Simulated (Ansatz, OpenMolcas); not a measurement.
**A small benchmark: atomisation enthalpy at 298 K**

8 molecules with halogens; the atomisation enthalpy at 298 K in kJ/mol, computed less measured. Shapes, held fixed at every level: PBE0-D4/def2-TZVP. Thermal terms are harmonic and unscaled (PBE0-D4/def2-TZVP); the spin-orbit lowering of the free atoms is taken from their spectra. Programs: Ansatz 0.2.0, OpenMolcas 26.06. Measured values: Active Thermochemical Tables, NIST-JANAF tables.

Levels: A = SPW92/def2-TZVPP; B = TPSS/aug-cc-pVDZ; C = M06-2X/aug-cc-pVDZ; D = BHLYP-D4/def2-TZVPP.

```
                    molecule  from tabulated heats     A    B     C     D
     SOF2 (thionyl fluoride)                  1229  +448  -83  -104  -131
    CF4 (tetrafluoromethane)                  1968  +507  -45   -21  -162
       CH2Cl2 (SMILES ClCCl)                  1490  +260  -22   -33   -70
CH2ClF (chlorofluoromethane)                  1617  +298  -11   -27   -80
     CH2F2 (difluoromethane)                  1763  +331  -10   -27   -92
       SiH3Cl (chlorosilane)                  1367  +129  -15   -50   -19
      C2H3Br (vinyl bromide)                  2126  +331  -19   -49   -77
          C2H5F (SMILES CCF)                  2876  +416  -16   -50   -81
```

Question: Sum up the errors.

Answer: 
```tsv
level	kind	mean error	mean absolute error	worst case
SPW92/def2-TZVPP	LDA	+340.0	340.0	CF4
TPSS/aug-cc-pVDZ	meta-GGA	-27.6	27.6	SOF2
M06-2X/aug-cc-pVDZ	global hybrid	-45.1	45.1	SOF2
BHLYP-D4/def2-TZVPP	global hybrid	-89.0	89.0	CF4
```

On this set TPSS/aug-cc-pVDZ has the smallest mean absolute error and SPW92/def2-TZVPP the largest. SPW92/def2-TZVPP is too high in 8 of 8; TPSS/aug-cc-pVDZ is too low in 8 of 8; M06-2X/aug-cc-pVDZ is too low in 8 of 8; BHLYP-D4/def2-TZVPP is too low in 8 of 8. The heats of SiH3Cl come from older tables and can be uncertain by 10 kJ/mol or more. Heats of the atoms come from ATcT where it has them. The levels differ in basis as well as in method. The tabulated value of SOF2 is in doubt (older tables, estimates, or at odds with other calculations) and kept here. Over the 7 molecules whose values aren't doubted the mean absolute errors are A 324.6; B 19.7; C 36.7; D 83.0. A functional in a double-zeta set wins here by errors that cancel. Relativity is left out for Br. The set is small.

The local density approximation overbinds every molecule because uniform-gas exchange and correlation describe the separated atoms, with their more strongly inhomogeneous densities, worse than the bonded system. BHLYP errs the other way. Its large share of exact exchange removes much of the semilocal exchange that mimics left-right correlation in the bonds, and its correlation functional does not make up the loss.

Both errors grow from CH2Cl2 through CH2ClF to CH2F2 and are largest among the carbon compounds in CF4, at +507 and -162. This suggests that compact, electron-rich C–F bonds expose the imbalance most. Exact exchange alone does not settle the outcome: M06-2X also contains a large share, yet misses CF4 by only -21, probably because its fitted semilocal part compensates. SiH3Cl reverses that order, with M06-2X lying further below the reference than BHLYP.

These errors in total atomisation do not carry over directly to reaction enthalpies, where much of the error cancels if bond types are conserved.
